Subshell parts of the static dipole and quadrupole polarisabilities of Bi61+ (Z = 83), [Ar] (3d3/2)4, computed with B-spline many-body code 1. The method is relativistic RPA (time-dependent Dirac-Hartree-Fock) for a closed shell, with the no-pair Dirac-Coulomb Hamiltonian, a B-spline basis and a finite nucleus of rms radius 5.5211 fm.

| subshell | dipole part (bohr³) | quadrupole part (bohr⁵) |
| --- | --- | --- |
| 1s1/2 | 3.337e-08 | n/a |
| 2s1/2 | 6.874e-07 | 3.356e-08 |
| 2p1/2 | 1.096e-06 | 1.256e-08 |
| 2p3/2 | 1.045e-05 | 5.621e-08 |
| 3s1/2 | 2.856e-05 | 9.706e-06 |
| 3p1/2 | 4.040e-05 | 3.880e-06 |
| 3p3/2 | 0.001669 | 1.437e-05 |
| 3d3/2 | 0.0002556 | 2.088e-05 |

Each row is the share of one filled subshell $nl_j$ in the static dipole polarisability $\alpha_1$ or quadrupole polarisability $\alpha_2$ of a single 22-electron ion, in relativistic RPA. The rows add up to the totals of the run within rounding. They are parts of one coupled response and cannot be measured separately. In the dipole column $3p_{3/2}$ carries 83% and the most weakly bound subshell, $3d_{3/2}$, only 13%, and $3p_{3/2}$ exceeds $3p_{1/2}$ by a factor of 41 with only twice the electrons. In the quadrupole column $3d_{3/2}$ leads with 43% and the $3p$ ratio is 3.7.

Without coupling, a filled subshell $a$ contributes to the $2^L$-pole polarisability

$$\alpha_L(a)=\frac{2}{2L+1}\sum_{b\ \mathrm{empty}}\frac{C_{ab}^2\,R_{ab}^2}{\Delta E_{ab}},$$

where $C_{ab}$ is the reduced angular matrix element, $R_{ab}$ the radial integral of $r^L$ and $\Delta E_{ab}$ the excitation energy. A row can be large for three reasons: its electrons are many, diffuse and loosely bound; it reaches an empty level close by; or the RPA coupling feeds it.

**Occupation, size and binding.** This is the tempting reading, because at $Z=83$ the $p_{1/2}$ orbitals really are contracted and more tightly bound than their $p_{3/2}$ partners. If all excitations go to $n\ge4$ and share one gap, the sum collapses to $c\,N\langle r\rangle^{2L}/\Delta_4$, with $N$ the occupation and $\Delta_4$ the gap to $n=4$. Radii and gaps were taken from Dirac hydrogenic formulas with Slater charges, and one constant $c$ per column was fitted to the rows that cannot reach $3d_{5/2}$; the printed output follows the text. In the dipole column the model is rough, with a spread of a factor 4.9 among its six fitted rows. The sharper test is the ratio within a fine-structure pair, where $c$ cancels and both orbitals have the same $l$.

For the quadrupole $p$ rows the reading works. It gives $p_{3/2}:p_{1/2}$ ratios of 3.89 and 2.85 for $n=2$ and $n=3$, and the table lies 15% and 30% above these. Relativistic contraction therefore accounts for most of the step from the occupation ratio of 2 to the 4.5 of the $2p$ pair and about half of the step to the 3.7 of the $3p$ pair. For the dipole the same radii and gaps give 2.97 and 2.53, and the table is higher by factors of 3.2 and 16. The numbers exclude size and contraction as the main cause of the dipole pattern.

**Access to the empty $3d_{5/2}$ level.** The ion is closed in jj coupling only: $3d_{3/2}$ is full, and $3d_{5/2}$ is the one empty level with $n\le3$. A dipole field changes parity and changes $j$ by at most one, so among the filled subshells only $2p_{3/2}$ and $3p_{3/2}$ reach it. For $p_{1/2}$ the step to $j=5/2$ is forbidden and the allowed step to $3d_{3/2}$ is blocked by the Pauli principle. A quadrupole field keeps parity, so no $p$ row reaches $3d_{5/2}$. The selection rules thus single out exactly the two pair ratios that the size model misses by a large factor and leave alone the two that it nearly reproduces.

The $n=3$ case is extreme because the excitation stays within the shell. The $3p$ and $3d$ orbitals occupy the same region, which makes $R$ large, and they are nearly degenerate in a bare Coulomb field. Their gap comes mostly from screening, since $3p$ penetrates the inner shells more than $3d$ does; the hydrogenic fine-structure part lies between about 3 hartree for the Slater charge of $3d$, which over-screens it, and about 8 hartree for the bare nucleus. The run itself confirms that a soft excitation exists. With positive oscillator strengths $f$, $\alpha_1=\sum f/\omega^2$ and the Cauchy moment $S_{-4}=\sum f/\omega^4$, so $\sqrt{\alpha_1/S_{-4}}$ is an upper bound on the lowest dipole excitation energy. It is 22.8 hartree, while the smallest model gap to $n=4$ is 103 hartree. That the soft excitation is $3p_{3/2}\to3d_{5/2}$ is argued from the selection rules, as no other dipole step within the $n=3$ shell is open and the one from $2p_{3/2}$ has a model gap of 445 hartree.

The size of the effect can be estimated. The part of the $3p_{3/2}$ row that goes to $n\ge4$ is taken from its partner, which leaves an excess of $0.001669-2.53\times4.040\times10^{-5}=1.567\times10^{-3}$ bohr³, or 78% of the total. If this excess also exhausts $S_{-4}=3.865\times10^{-6}$, the gap is $\sqrt{1.567\times10^{-3}/3.865\times10^{-6}}=20.1$ hartree. With $C^2=12/5$ and a screened nonrelativistic $R=0.157$ bohr, the single term is $\tfrac23\times2.4\times0.157^2/20.1\approx2.0\times10^{-3}$ bohr³, 25% above the excess. This row was outside the fit of $c$, but the gap was derived from the excess, so the check is only partly independent. The $2p_{3/2}$ row is a cleaner test, since its gap of 445 hartree comes from the Dirac formula with Slater charges and not from the row itself, and there the single term is 26% above the excess. The term leaves out the screening of an inner shell by the outer electrons, so this agreement fixes the size only roughly. A radial integral three times smaller and a gap 22 times larger explain why $2p_{3/2}$ gains only 0.4% of the total by the same route.

The dispersion coefficient of the run fits this picture of two energy scales. One oscillator at 22.8 hartree in the London formula gives 0.65 of the computed $C_6$, and making up the difference requires the remaining polarisability to sit near 200 hartree. That energy was solved for, so it shows plausibility and no more.

**RPA coupling.** The coupled dipole total is only 0.7% above the uncoupled value, so the large total is already present in the independent-particle sum and coupling does not create it. The small figure is a net one: the induced field screens the applied one (the shielding factor of the run is 0.265) and lowers the response, while the electron–hole attraction, missing from the uncoupled gaps, raises it. A small change in the total does not forbid a shift of weight between rows, which was not tested. For the quadrupole the increase is 18.7%, or $7.71\times10^{-6}$ bohr⁵. The electron–hole attraction matters most where the gap is smallest, so this increase should fall mainly on $3d_{3/2}\to3d_{5/2}$, and it says little about the 15% and 30% left over in the $p$ ratios. Taken off the $3d_{3/2}$ row it would leave $1.317\times10^{-5}$ bohr⁵, just below $3p_{3/2}$, so the lead of $3d_{3/2}$ in this column probably rests on coupling acting on the soft channel.

**The quadrupole order is less clearly decided.** Here $s_{1/2}$ and $3d_{3/2}$ can reach $3d_{5/2}$. The $3s_{1/2}$ and $3d_{3/2}$ rows are 1.5 and 1.6 times the values of the size model, whose four fitted $p$ rows agree with one another within a factor 1.3, and this is the direction that an added channel would give. The evidence is weaker than in the dipole, for the constant was fitted on $p$ rows only and need not carry over to $s$ and $d$. The size model gives $s_{1/2}:p_{1/2}$ ratios of 1.40 against 2.50 in the table for $n=3$ and 2.34 against 2.67 for $n=2$, but the near match is no support for size: in the dipole column, where neither row reaches $3d_{5/2}$, the model overrates the same ratios, 1.18 against 0.71 and 1.53 against 0.63. The single-term estimates exceed the whole rows by factors of 1.5 to 2.2, so they suggest that the channel is the larger part of these rows without fixing its share. The worst is $3d_{3/2}\to3d_{5/2}$, whose 2.9 hartree gap scales as the fourth power of a crude Slater charge and is too small. The two contributions add, and the table cannot apportion them in this column.

Every row inherits the limits of RPA. The dominant dipole term is inversely proportional to a gap near 20 hartree, so further correlation and the Breit interaction, both outside the method, can change the total through that gap as well as through the transition moment. The $J=0$ configuration is also treated as a single closed determinant, which is more doubtful at lower $Z$, where the $3d$ splitting shrinks relative to the electron repulsion.

The mechanism predicts the neighbours in charge state. Filling $3d_{5/2}$ with six more electrons blocks the soft channel, so the dipole polarisability should fall although the ion has gained electrons, and the $3p$ ratio should drop to a few-fold value, of the order of the size model's. Removing the four $3d_{3/2}$ electrons opens $3p_{1/2}\to3d_{3/2}$ with $C^2=4/3$, against $12/5+4/15=8/3$ for $3p_{3/2}$. Both $3p$ rows would then be large, with a ratio of 2 multiplied mainly by the inverse ratio of their gaps to $3d$, since $3p_{1/2}$ lies deeper.

The analysis program printed:

```
row sums / run totals: dipole 1.0001, quadrupole 0.9999; rounding at most 0.05% per entry
RPA over uncoupled total: dipole +0.7%, quadrupole +18.7%
size model c*N*<r>^2/gap(n=4): c=0.124 on 6 rows without 3d5/2 access, max/min 4.9
size model c*N*<r>^4/gap(n=4): c=0.532 on 4 rows without 3d5/2 access, max/min 1.3
row, Slater Z, <r> bohr, gap to n=4 Ha | dipole share %, table/size | quadrupole same (* reaches 3d5/2)
1s1/2 82.70 0.0157   3590 |   0.002   1.97  | not given
2s1/2 78.85 0.0662    680 |   0.034   0.43  |   0.069   1.11*
2p1/2 78.85 0.0536    680 |   0.055   1.05  |   0.026   0.98 
2p3/2 78.85 0.0613    599 |   0.521   3.36* |   0.115   1.12 
3s1/2 71.75 0.1730    147 |   1.424   0.57  |  19.833   1.50*
3p1/2 71.75 0.1591    147 |   2.014   0.95  |   7.928   0.84 
3p3/2 71.75 0.1688    131 |  83.208  15.51* |  29.363   1.09 
3d3/2 63.95 0.1594    103 |  12.743   2.10  |  42.666   1.57*
pair ratios (no fitted constant): table, size model, table/size
  dipole 2p3/2:2p1/2    9.53  2.97   3.21
  dipole 3p3/2:3p1/2   41.31  2.53  16.35
  dipole 2s1/2:2p1/2    0.63  1.53   0.41
  dipole 3s1/2:3p1/2    0.71  1.18   0.60
  quadrupole 2p3/2:2p1/2    4.48  3.89   1.15
  quadrupole 3p3/2:3p1/2    3.70  2.85   1.30
  quadrupole 2s1/2:2p1/2    2.67  2.34   1.14
  quadrupole 3s1/2:3p1/2    2.50  1.40   1.79
dipole 2p3/2 excess over scaled 2p1/2: 7.191e-06 bohr^3, 69% of row, 0.4% of total
dipole 3p3/2 excess over scaled 3p1/2: 1.567e-03 bohr^3, 94% of row, 78.1% of total
sqrt(alpha/S-4) = 22.8 Ha; sqrt(3p3/2 excess/S-4) = 20.1 Ha, oscillator strength 0.64
C6: one oscillator gives 0.65 of the run value; remainder 4.39e-04 bohr^3 needs 208 Ha
single excitation into 3d5/2: angular^2, radial integral, gap Ha, model, compared with, model/compared
  L=1 2p3/2 2.400 0.0502  445.3 9.04e-06 7.19e-06 (excess) 1.26
  L=1 3p3/2 2.400 0.1572   20.1 1.96e-03 1.57e-03 (excess) 1.25
  L=2 2s1/2 1.200 0.0078  526.8 5.55e-08 3.36e-08 (whole row) 1.65
  L=2 3s1/2 1.200 0.0331   36.0 1.46e-05 9.71e-06 (whole row) 1.50
  L=2 3d3/2 0.343 0.0308    2.9 4.56e-05 2.09e-05 (whole row) 2.18
```
